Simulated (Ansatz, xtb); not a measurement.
## Relative energy of two isomers of C6H7P

Structure I: `CC1=CC=CP=C1`, a singlet. Structure II: `CC1=CC=PC=C1`, a singlet. Both are isolated molecules in the gas phase, relaxed with PBE-D3(BJ)/def2-SVP.

Problem. Estimate E(II) − E(I) at the level CCSD(T)/def2-SVP + ΔMP2/def2-TZVPP.

Solution. Too close to call at this level: CCSD(T)/def2-SVP + ΔMP2/def2-TZVPP gives E(II) − E(I) = +0.12 kcal/mol.

Level by level:

| level | geometry | E(II) − E(I) (kcal/mol) | departure from the last row (kcal/mol) | job, with rough time for the two |
| --- | --- | --- | --- | --- |
| GFN2-xTB | GFN2-xTB | +0.23 | +0.11 | optimisation, 0.24 s |
| HF/STO-3G | GFN2-xTB | −0.35 | −0.47 | single point, 0.78 s |
| r2SCAN-D4/def2-SVP | GFN2-xTB | −0.17 | −0.29 | single point, 5.4 s |
| PBE-D3(BJ)/def2-SVP | PBE-D3(BJ)/def2-SVP | −0.16 | −0.28 | optimisation, 25 s |
| HF/def2-SVP | PBE-D3(BJ)/def2-SVP | +0.08 | −0.04 | part of the CCSD(T) run |
| MP2/def2-SVP | PBE-D3(BJ)/def2-SVP | −0.01 | −0.13 | part of the CCSD(T) run |
| CCSD(T)/def2-SVP | PBE-D3(BJ)/def2-SVP | −0.05 | −0.17 | single point |
| CCSD(T)/def2-SVP + ΔMP2/def2-TZVPP | PBE-D3(BJ)/def2-SVP | +0.12 |  | single point, 2.2 min |

As drawn, both hold the same kinds of bond in the same numbers.

The largest departure from CCSD(T)/def2-SVP + ΔMP2/def2-TZVPP is that of HF/STO-3G, 0.47 kcal/mol. A small imaginary or near-zero mode remains, so no thermal terms are given. The last row adds to CCSD(T) the change of the MP2 difference between the two basis sets, here +0.17 kcal/mol.

The correlated steps freeze 11 core orbitals. Programs: Ansatz 0.2.0, xtb 6.7.1; the last row on 2 threads of Intel(R) Xeon(R) Processor @ 2.70GHz on a shared host.

The two molecules are 3-methylphosphinine (I) and 4-methylphosphinine (II), and the calculation supports near-degeneracy rather than a preference for either. The sign of the difference changes along the series, and enlarging the basis shifts it by +0.17 kcal/mol, enough to turn the small CCSD(T) preference for II into an equally insignificant one for I.

The near-balance is chemically reasonable. Both isomers keep the same aromatic phosphinine ring, and in neither is the methyl group on a carbon bonded to phosphorus, so direct steric or inductive contact with the heteroatom is largely absent. What remains is the weak hyperconjugative and inductive response of the methyl group to the ring's π polarisation, which differs between the meta and para positions. These contributions are probably small and nearly cancel in the total energy. Such a balance need not carry over to the 2-methyl isomer, where the substituent sits next to phosphorus.
